**Q:** I have a computed absorption spectrum of an ion pair: a pyrrolidinium cation with an octyl chain, next to a tetrafluoroborate anion. It rises steeply towards 10.20 eV. Can I read from it where absorption begins?

Absorption spectrum of one 1-methyl-1-octylpyrrolidinium tetrafluoroborate ion pair in the gas phase, from six singlet excitations (PySCF 2.14.0, full TDDFT, wB97X-D/6-31G(d), density fitting, frozen core, virtual orbitals cut off at 1.5 Eh) at the GFN2-xTB geometry. Each excitation is drawn as a Gaussian of 0.25 eV half-width at 1/e height.

| photon energy (eV) | molar absorptivity (L/(mol cm)) |
| --- | --- |
| 9.10 | ? |
| 9.20 | ? |
| 9.30 | ? |
| 9.40 | ? |
| 9.50 | 10.0 |
| 9.60 | 30.0 |
| 9.70 | 50.0 |
| 9.80 | 120.0 |
| 9.90 | 290.0 |
| 10.00 | 700.0 |
| 10.10 | 1390.0 |
| 10.20 | 2160.0 |

**A:** First ask what gives the rise its shape. The calculation yields discrete excitations, each with an energy and a strength, and each is then drawn as a Gaussian of chosen width. Imagine that width shrinking towards zero: the spectrum becomes a set of sharp lines, and the smooth foot disappears. So the foot shows where transitions lie only after the drawn width has been taken into account.

**Q:** How do I take it into account?

**A:** Write one transition as

$$\varepsilon(E)=A\,\exp\!\left[-\left(\frac{E-E_0}{w}\right)^2\right],$$

where $\varepsilon$ is the molar absorptivity, $E$ the photon energy, $A$ the height, $E_0$ the centre and $w=0.25$ eV the half-width at 1/e height. Take two neighbouring rows a step $h$ apart, with midpoint $E_m$ and ratio $r$ of upper to lower value. The height cancels in the ratio, which leaves

$$E_0=E_m+\frac{w^2\ln r}{2h}.$$

For the two top rows, $r=2160/1390$, and the centre comes out at $10.15+0.3125\times\ln(2160/1390)\approx10.29$ eV.

**Q:** Then the band sits at 10.29 eV, and the rest is its tail?

**A:** If it were, every pair of rows would return the same centre. The pair at 9.70 and 9.80 eV returns 10.02 eV instead. A single Gaussian through the two top rows would also leave only about 10 L/(mol cm) at 9.70 eV, where the table has 50. Weaker absorption must therefore lie below the main rise.

**Q:** Why does weak absorption matter so much there, when the main rise is so strong?

**A:** Because each further step away from its centre cuts a Gaussian by a larger factor. Far enough down, the component with the lowest centre wins, however small its height. I fitted a sum of two Gaussians of the set width to the eight known rows, with the upper centre held at 10.29 eV. The lower one has only about 3% of the upper one's height, yet it supplies about 83% of the model's absorptivity at 9.70 eV.

**Q:** Are those two Gaussians two excited states?

**A:** I would call them effective components. The fit has a typical error of 7 L/(mol cm) and misses the row at 10.10 eV by 15, which is more than rounding to tens would explain. Each component may stand for several transitions. The upper one is also incomplete, since only six singlet excitations were sought and higher ones could add intensity near 10.20 eV.

**Q:** What do you predict for the four rows with question marks?

**A:** At 9.40 eV the lower component, with height 70 and centre 9.857 eV, gives $70\exp[-(0.457/0.25)^2]\approx2.5$ L/(mol cm). Simply repeating the last ratio of the table gives $10\times10/30\approx3.3$. My forecast is about 3, with a range of 0 to 10, most likely listed as 0. At 9.30, 9.20 and 9.10 eV I expect practically nothing, listed as 0, again with a range of 0 to 10.

**Q:** Where does that range come from?

**A:** It is a judgement: one step of the listing, since all known values are multiples of ten. It also rests on an assumption, that no further visible transition lies lower down. The known rows allow one. A band centred at 9.10 eV could be about 130 L/(mol cm) high and still leave only 10 at 9.50 eV, and it would ruin the forecast.

**Q:** Then let us see the computed values.

The withheld rows as computed:

| photon energy (eV) | molar absorptivity (L/(mol cm)) |
| --- | --- |
| 9.10 | 0.0 |
| 9.20 | 0.0 |
| 9.30 | 0.0 |
| 9.40 | 10.0 |

**A:** The three lowest rows are listed as 0, as forecast. That rules out the band of height 130 at 9.10 eV. It says little about the Gaussian form, which was built into the spectrum from the start, and a plain exponential tail would have done as well. Nor does it mean that there are no states here, because a transition with almost no strength leaves no visible trace.

**Q:** But 9.40 eV is listed as 10, and you thought 0 most likely.

**A:** That was wrong. The value lies at the very edge of my range, and the model falls short by about 7.5 L/(mol cm). Rounding alone does not rescue it. If values are rounded to the nearest ten, the true number at 9.40 eV is at least 5, twice what the model gives.

**Q:** Does the miss tell us anything about the transitions?

**A:** It does, if the rounding is as I suppose. The value at 9.50 eV is then at most 15 and that at 9.40 eV at least 5, so their ratio is at most 3. The lower component of my fit demands 3.7. Put the ratio of 3 into the formula for the centre, and you get at most $9.45+0.3125\times\ln 3\approx9.79$ eV.

**Q:** And what does that centre mean if several transitions overlap?

**A:** It is a kind of average, so it lies between the lowest and the highest of the contributing transitions. At least one of them must then sit at or below 9.79 eV, lower than the centre I had fitted. The run's list of six excitations bears this out. The first three are very weak and the last three much stronger, and the strength and transition dipole of the first place it near 9.7 eV. My fit was governed by the larger values higher up and placed the weak absorption too high for the last trace of the foot.

**Q:** So could I quote 9.79 eV as the onset of the real substance?

**A:** No, that number belongs to this calculation on one isolated ion pair, in a single conformer whose geometry comes from a tight-binding method. The orbitals of the run show that its lowest excitations move an electron from the fluorine atoms of the anion to the cation. The basis set has no diffuse functions to describe a widely spread receiving orbital, and high virtual orbitals were cut off, so I expect the computed onset to be too high. If you want the salt as an electrolyte for gating a transistor, the usable voltage is a separate matter, set by oxidation and reduction at the electrodes.

**Q:** What should I do with the next computed spectrum?

**A:** If you have the list of excitation energies, read the lowest one there, and check its strength. If you have only the drawn curve and its width, work out the apparent centre from neighbouring rows before you name an onset. If it stays put along the foot, one transition, or a tight group, is enough to explain the tail. If it moves down, weaker transitions lie below the main band, and the lowest rows well above rounding are the best guide to them. The printed output after this exchange shows the centres and the fit for this case.

Output of the analysis:

```
apparent centre from rows 10.10 and 10.20 eV (eV): 10.29
apparent centre from rows 9.90 and 10.00 eV (eV): 10.23
apparent centre from rows 9.70 and 9.80 eV (eV): 10.02
listed value at 9.70 eV over that of the one Gaussian (ratio): 5.146
fit of molar_absorptivity on 8 rows: coefficient of exp(-((photon_energy - s)/w)**2) 69.83 +/- 5.4, coefficient of exp(-((photon_energy - ctop)/w)**2) 2422 +/- 8.8, s 9.857; rms 7.12, worst 10.1 15.3, leave-one-out rms 16.8
  rows outside the fit (model, value, miss): 9.1 0.007192, 0, 0.00719; 9.2 0.06921, 0, 0.0692; 9.3 0.4838, 0, 0.484; 9.4 2.461, 10, -7.54
height of lower component over height of upper component (percent): 2.883
share of lower component in the model at 9.70 eV (percent): 82.98
share of lower component in the model at 10.20 eV (percent): 0.4966
model values in L/(mol cm):
   row  one Gaussian  two Gaussians  error bar of forecast
   9.1     3.846e-07       0.007192                     10
   9.2     1.466e-05        0.06921                     10
   9.3     0.0004059         0.4838                     10
   9.4       0.00816          2.461                     10
   9.5        0.1191          9.153                     10
   9.6         1.262          25.42                     10
   9.7         9.717          56.58                     10
   9.8         54.31          120.1                     10
   9.9         220.4          286.3                     10
  10.0         649.5          694.4                     10
  10.1          1390           1405                     10
  10.2          2160           2152                     10
model ratio of 9.50 to 9.40 eV: 3.72
model ratio of 9.40 to 9.30 eV: 5.086
plain exponential continuation to 9.40 eV (L/(mol cm)): 3.333
height of a band centred at 9.10 eV that gives the whole value at 9.50 eV (L/(mol cm)): 129.4
```
